**Q:** I have PBE band gaps of cubic boron nitride at six volumes, and two more stretched cells still to judge. Can I simply extend the curves?

**A:** Start with the sizes. A one per cent change in volume moves the indirect gap by about 0.01 eV and the least direct gap by about 0.05 eV. The indirect gap runs from the highest filled state, at the zone centre Γ, to the lowest empty state, at the zone-boundary point X. The least direct gap is the smallest step from filled to empty without a change of wave vector, and in all six known cells it lies at Γ.

Cubic boron nitride (two-atom cell) in Ansatz 0.2.0 with PBE, PAW, a 420 eV plane-wave cutoff, a 12×12×12 k mesh and 0.02 eV Fermi–Dirac smearing, without spin polarisation or spin–orbit coupling. The r2SCAN-relaxed cell is strained hydrostatically to the other volumes. The band gap may join different k points; the least direct gap is taken at a single k point.

```csv
volume (Å³/atom),shortest distance (Å),band gap (eV),least direct gap (eV)
4.946,1.475,4.647,9.685
5.402,1.520,4.561,9.257
5.552,1.533,4.535,9.126
5.879,1.563,4.477,8.852
6.061,1.579,4.443,8.706
6.222,1.593,4.412,8.580
6.634,1.627,?,?
6.843,1.644,?,?
```

**Q:** Both gaps shrink as the crystal expands. What would you do with the indirect one?

**A:** I would use a deformation potential, the energy by which a gap shifts per unit of relative volume change. A straight line through the six known cells gives

gap ≈ 4.476 eV − 1.075 eV × (V/V₀ − 1),

where V is the volume per atom and V₀ = 5.879 Å³ is that of the unstrained cell. That cell was relaxed with r2SCAN, so in PBE it is still slightly compressed. For the first stretched cell, V/V₀ − 1 = 6.634/5.879 − 1 = 0.128. The gap should then be 4.476 − 1.075 × 0.128 = 4.34 eV.

The small coefficient means that the two ends of this gap keep almost the same distance. Why the state at X keeps pace so well with the valence top, these numbers don't settle. PBE also puts the gaps of this material well below the real ones, so the shifts deserve more trust than the absolute values.

**Q:** Why does the direct gap respond nearly five times as strongly?

**A:** Its two ends are partners. The valence top at Γ is threefold, and so is the lowest empty level in the two cells whose levels I have looked at. In the usual picture both are made of p orbitals on boron and nitrogen, combined in bonding phase below the gap and in antibonding phase above it. Shorter bonds mean more overlap, and more overlap pushes bonding and antibonding states apart.

For this gap a straight line in ln V describes the six known cells well, with a slope of −4.81 eV. Extended, it gives 8.27 eV at 6.634 Å³ per atom and 8.12 eV at 6.843.

**Q:** Then those are your forecasts?

**A:** Only if the same empty level stays lowest. The same calculations list another empty level above the threefold one at Γ. It lies 2.54 eV higher at 5.402 Å³ per atom, but only 1.54 eV higher at 5.879. The upper level is coming down fast.

**Q:** What sort of state is it?

**A:** By the standard picture of such crystals it is the antibonding combination of s orbitals. At Γ an s orbital overlaps equally with those of all four neighbours, and the contributions add up. For p orbitals the head-on and sideways contributions have opposite signs and partly cancel. The s-like level is therefore the more sensitive to bond length, and stretching the crystal lowers it faster.

**Q:** Where would the two levels meet?

**A:** Measured from the valence top, the upper level falls by 16.6 eV per unit of ln V and the threefold one by 4.8 eV. The distance between them closes at 16.6 − 4.8 = 11.8 eV per unit. Closing 1.54 eV takes 1.54/11.8 = 0.13 in ln V, which is a volume about 14 % above the unstrained one. That is near 6.7 Å³ per atom, between the two stretched cells.

**Q:** But the upper level's slope rests on two points.

**A:** Yes, and two points can't show how the fall bends. I therefore also drew the upper level as a line in V, which falls faster on expansion, and as a line in V^(−2/3), which falls more slowly. The second is the scaling of a wave's kinetic energy with the size of its box. The forecasts are:

- **Indirect gap:** still from Γ to X, 4.34 ± 0.02 eV at 6.634 and 4.30 ± 0.02 eV at 6.843.
- **Least direct gap at 6.634:** threefold level still lowest, 8.27 eV, range 8.15 to 8.30 eV.
- **Least direct gap at 6.843:** s-like level lowest, so an extra drop below the old trend, to 7.87 eV, range 7.55 to 8.15 eV. The upper end would mean that the levels have not yet crossed.

**Q:** Let me see the results.

The withheld rows as computed:

```csv
volume (Å³/atom),shortest distance (Å),band gap (eV),least direct gap (eV)
6.634,1.627,4.334,8.275
6.843,1.644,4.295,8.036
```

**A:** The indirect gap comes out within 0.005 eV of the line in both cells, neither of which was used to fit it. A line in ln V, which fits the known cells less well, would have been about 0.02 eV too high. For this gap the simple deformation potential holds up to a volume 16 % above the unstrained one. The runs also place its two ends at Γ and X in both cells, as forecast.

**Q:** And the direct gap?

**A:** At 6.634 the old trend still holds, to 0.004 eV. At 6.843 the computed gap is 0.09 eV below that trend. A gentle bend in one curve would hardly stay hidden at the first cell and then show up twenty times larger at the next. A new level taking over explains it naturally.

**Q:** Yet your number was 7.87 eV, and the table says 8.04.

**A:** My value was 0.17 eV too low, though inside its range. The old trend line, taken as a plain number, was closer. I had the direction of the break right and overestimated its size.

The results also show where the estimate went wrong. The least direct gap can't be larger than the step to any particular level at Γ, so the s-like level must lie at least 8.04 eV above the valence top in the last cell. My line in ln V had put it at 7.87 eV. Its fall must therefore flatten as the crystal expands. The level list of the run at 6.634 shows this directly: the level lies 8.50 eV above the valence top there, where the line had 8.385 eV. The line in V^(−2/3) gives 8.06 eV, close to the computed gap, but one such agreement doesn't establish that law.

**Q:** Is it certain that the s-like level took over?

**A:** Almost. In the last cell the least direct gap still lies at Γ, so no other wave vector has stepped in. The level list of the run at 6.634 has the s-like level only 0.22 eV above the threefold one, down from 1.54 eV at 5.879. At that pace the last stretch is more than enough to close the rest. The size fits too. Between 5.879 and 6.634 the s-like level falls by 15.7 eV per unit of ln V, and carried on at that slope it reaches 8.01 eV at 6.843, close to the computed gap and well below the 8.12 eV of the threefold trend. The levels at Γ in the largest cell, which I haven't looked at, would show the swap directly. The printed analysis below gives the fits to the six known cells and the misses for the other two.

**Q:** What should I check before I extend a gap curve next time?

**A:** Look at the next level as well as the lowest one. A smooth curve shows how the present band edge moves, but it gives no warning of a steeper level approaching from above. Here two level lists were enough to suggest that a crossing was near, though too few to give the size of the drop.

Output of the analysis:

```
fit of band_gap on 6 rows: constant 4.476 +/- 0.00061, coefficient of strain -1.075 +/- 0.0075; rms 0.0011, worst 5.402 0.00178, leave-one-out rms 0.00173
  rows outside the fit (model, value, miss): 6.634 4.338, 4.334, 0.00354; 6.843 4.299, 4.295, 0.00432
fit of band_gap on 6 rows: constant 4.474 +/- 0.0015, coefficient of lnv -1.018 +/- 0.018; rms 0.00271, worst 6.222 0.00421, leave-one-out rms 0.00506
  rows outside the fit (model, value, miss): 6.634 4.351, 4.334, 0.017; 6.843 4.319, 4.295, 0.0244
fit of least_direct_gap on 6 rows: constant 8.852 +/- 0.00071, coefficient of lnv -4.81 +/- 0.0083; rms 0.00128, worst 5.402 0.00201, leave-one-out rms 0.00264
  rows outside the fit (model, value, miss): 6.634 8.271, 8.275, -0.0042; 6.843 8.122, 8.036, 0.0856
indirect gap, rise from 6.222 to 4.946 (eV): 0.235
least direct gap, rise from 6.222 to 4.946 (eV): 1.105
ratio of the two rises, direct over indirect: 4.702
upper level above triplet at Gamma, volume 5.402 (eV): 2.544
upper level above triplet at Gamma, volume 5.879 (eV): 1.542
slope of upper level from valence top per unit ln V (eV): -16.62
volume where the two ln V lines cross (A^3/atom): 6.699
upper level from valence top at 6.634, ln V line (eV): 8.385
upper level from valence top at 6.843, ln V line (eV): 7.87
same at 6.634, line in V (eV): 8.167
same at 6.843, line in V (eV): 7.551
same at 6.843, line in V^(-2/3) (eV): 8.06
direct gap at 6.634, lower of two lines less computed (eV): -0.004203
direct gap at 6.843, lower of two lines less computed (eV): -0.1662
```
